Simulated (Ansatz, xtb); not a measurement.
# Relative energy of two isomers of C4H7B2N

Structure a is `Bc1ccc(B)[nH]1`, a singlet and structure b is `Bc1ccn(B)c1`, a singlet. Both are isolated molecules in the gas phase, relaxed with B3LYP/def2-SVP; the shapes shown needn't be the lowest conformers.

a (Å):

```xyz
14

C    -1.8808    1.4229    0.0064
C    -0.6768    1.9425    0.5475
C     0.2871    0.9346    0.5130
C    -0.3046   -0.2252   -0.0503
B    -3.2396    2.0808   -0.1955
B     0.2839   -1.6035   -0.3221
N    -1.6026    0.1220   -0.3355
H    -4.1505    1.4524   -0.6823
H    -3.4090    3.2284    0.1294
H    -0.5597    2.9600    0.9178
H     1.3209    0.9934    0.8504
H    -0.4014   -2.4679   -0.8169
H     1.4331   -1.8347   -0.0445
H    -2.2784   -0.5100   -0.7511
```

b (Å):

```xyz
14

C    -1.9291    1.3719   -0.0615
C    -0.7679    1.8871    0.6554
C     0.1966    0.9282    0.6533
C    -1.5723    0.0945   -0.4600
B    -3.2745    2.0353   -0.3488
B     0.4130   -1.4243   -0.2681
N    -0.2851   -0.2017   -0.0390
H    -4.1202    1.4340   -0.9684
H    -3.5120    3.1563    0.0333
H    -0.6917    2.8725    1.1126
H     1.1993    0.9142    1.0746
H    -0.1458   -2.2941   -0.8812
H     1.5305   -1.5372    0.1596
H    -2.1451   -0.6418   -1.0215
```

Quicker runs give these differences E(b) − E(a): GFN2-xTB −15.7 kcal/mol; HF/STO-3G −21.0 kcal/mol (at GFN2-xTB geometries); r2SCAN-D4/def2-SVP −8.0 kcal/mol (at GFN2-xTB geometries).

Q: Estimate E(b) − E(a) at the level CCSD(T)/def2-SVP + ΔMP2/def2-TZVPP.

A: Calculated at CCSD(T)/def2-SVP + ΔMP2/def2-TZVPP: E(b) − E(a) = −12.4 kcal/mol, so structure b lies lower.

Level by level:

```
                             level        geometry  E(b) − E(a) (kcal/mol)  departure from the last row (kcal/mol)  job, with rough time for the two
                          GFN2-xTB        GFN2-xTB                     −15.7                                    −3.3              optimisation, 0.23 s
                         HF/STO-3G        GFN2-xTB                     −21.0                                    −8.7              single point, 0.82 s
                r2SCAN-D4/def2-SVP        GFN2-xTB                      −8.0                                    +4.4               single point, 4.8 s
                    B3LYP/def2-SVP  B3LYP/def2-SVP                     −10.0                                    +2.4                optimisation, 48 s
                       HF/def2-SVP  B3LYP/def2-SVP                     −15.7                                    −3.3           part of the CCSD(T) run
                      MP2/def2-SVP  B3LYP/def2-SVP                     −10.7                                    +1.7           part of the CCSD(T) run
                  CCSD(T)/def2-SVP  B3LYP/def2-SVP                     −12.9                                    −0.5                      single point
CCSD(T)/def2-SVP + ΔMP2/def2-TZVPP  B3LYP/def2-SVP                     −12.4                                                        single point, 83 s
```

As drawn, b has 1 B–N, 1 C–H in place of 1 C–B, 1 N–H.

The levels shown agree on the order. The largest departure from CCSD(T)/def2-SVP + ΔMP2/def2-TZVPP is that of HF/STO-3G, 8.7 kcal/mol. The last row adds to CCSD(T) the change of the MP2 difference between the two basis sets, here +0.5 kcal/mol.

With thermal terms from frequencies at re-optimised GFN2-xTB minima (ideal gas, soft modes damped towards free rotors, one conformer each, 298.15 K, 1 atm): the zero-point term adds +0.1 kcal/mol; ΔH is −12.4 and ΔG −12.6 kcal/mol.

The correlated steps freeze 7 core orbitals. Run with Ansatz 0.2.0, xtb 6.7.1; the last row on 2 threads of Intel(R) Xeon(R) Platinum 8259CL CPU @ 2.50GHz (Skylake/Cascade Lake) on a shared host.

Structure b, the N-borylated pyrrole, is favoured by 12.4 kcal/mol, and the main reason is probably the exchange of a C–B and an N–H bond for a B–N and a C–H bond. The B–N bond gains from its polar σ component and from donation by the nitrogen lone pair into the empty p orbital of boron. That donation is weaker than in a simple aminoborane, since the same lone pair belongs to the aromatic sextet. In a, both boryl groups sit on the carbons next to nitrogen, where they can accept π density from the electron-rich ring, but this evidently doesn't make up for the missing B–N bond.

In the same basis, Hartree–Fock overstates the preference for b and MP2 understates it relative to CCSD(T), possibly because correlation matters more for the delocalised π system of a. Thermal terms hardly alter the gap, so the preference is essentially electronic. Because the remaining boryl group also moves from an α to a β carbon, the energy difference isn't a measure of N- versus C-borylation alone.
